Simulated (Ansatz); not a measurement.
**A correction line for HF/def2-TZVPP: vertical ionisation energy**

The vertical ionisation energy (cation less neutral) in eV of 8 molecular compounds of Si: x at HF/def2-TZVPP, y at CCSD(T)/def2-TZVPP. Shapes, held fixed at every level: PBE0-D4/def2-TZVP. Flexible molecules stand in one conformer, not always the lowest. Programs: Ansatz 0.2.0.

| molecule | x (eV) | y (eV) |
| --- | --- | --- |
| Si2H4SO (SMILES [SiH3]O[Si]S) | 8.16 | 9.01 |
| Si3NH6Br (SMILES [SiH3]N([SiH3])[Si]Br) | 8.30 | 9.12 |
| Si(SH)2 | 8.32 | 9.17 |
| C4H9ClOSi (SMILES CC(C)(C)O[Si]Cl) | 8.45 | ? |
| Si(NH2)Cl | 8.55 | 9.43 |
| Si(OH)2 | 8.69 | 9.64 |
| Si(OH)Cl | 9.10 | 10.02 |
| CH3FOSi (SMILES CO[Si]F) | 9.12 | 10.08 |

Problem. Fit y = c + s·x to the known rows and predict y for C4H9ClOSi.

Solution. 
1. Means of the 7 rows: x = 8.6057, y = 9.496.
2. Σ(Δx)² = 0.89277, Σ(Δx·Δy) = 0.99987, so the slope is 0.99987/0.89277 = 1.12.
3. Intercept: 9.496 − (1.12) × 8.6057 = -0.142. The largest residual of the fit is 0.050.
4. C4H9ClOSi: -0.142 + 1.12 × 8.45 = 9.32 eV.

CCSD(T)/def2-TZVPP gives 9.34 eV, so the prediction is off by -0.02 eV, within the largest residual. Uncorrected, HF/def2-TZVPP misses it by -0.89 eV, and the other rows by 0.89 on average. The line removes about 100 % of this miss. Left out in turn, the other rows are missed by 0.03 eV on average, so much of the error is systematic among these molecules. Cations run unrestricted. Relativity is left out for Br. Outer-core shells of Br are correlated, in sets that cover them unevenly.

All eight molecules are silylenes, so the electron probably leaves mainly from the s-rich lone pair on divalent silicon. Hartree-Fock puts every ionisation energy too low because the neutral has one more electron pair than the cation, and the correlation energy lost on ionisation is missing. The similar origin of the hole would explain why a single line works so well. The slope of 1.12 means that the correction tends to grow with the ionisation energy, though not strictly: Si(OH)Cl needs a smaller one than Si(OH)2 despite its higher ionisation energy.

The substituents act largely through their electron demand and polarisability. Replacing SH by OH raises the CCSD(T) value from 9.17 to 9.64 eV, as the more electronegative oxygen stabilises the lone pair. Going from Si(OH)Cl to its tert-butoxy analogue lowers it from 10.02 to 9.34 eV, since the bulky alkyl group donates charge and screens the hole. The fit offers no support for transfer to tetravalent silicon compounds, which lack this lone pair.
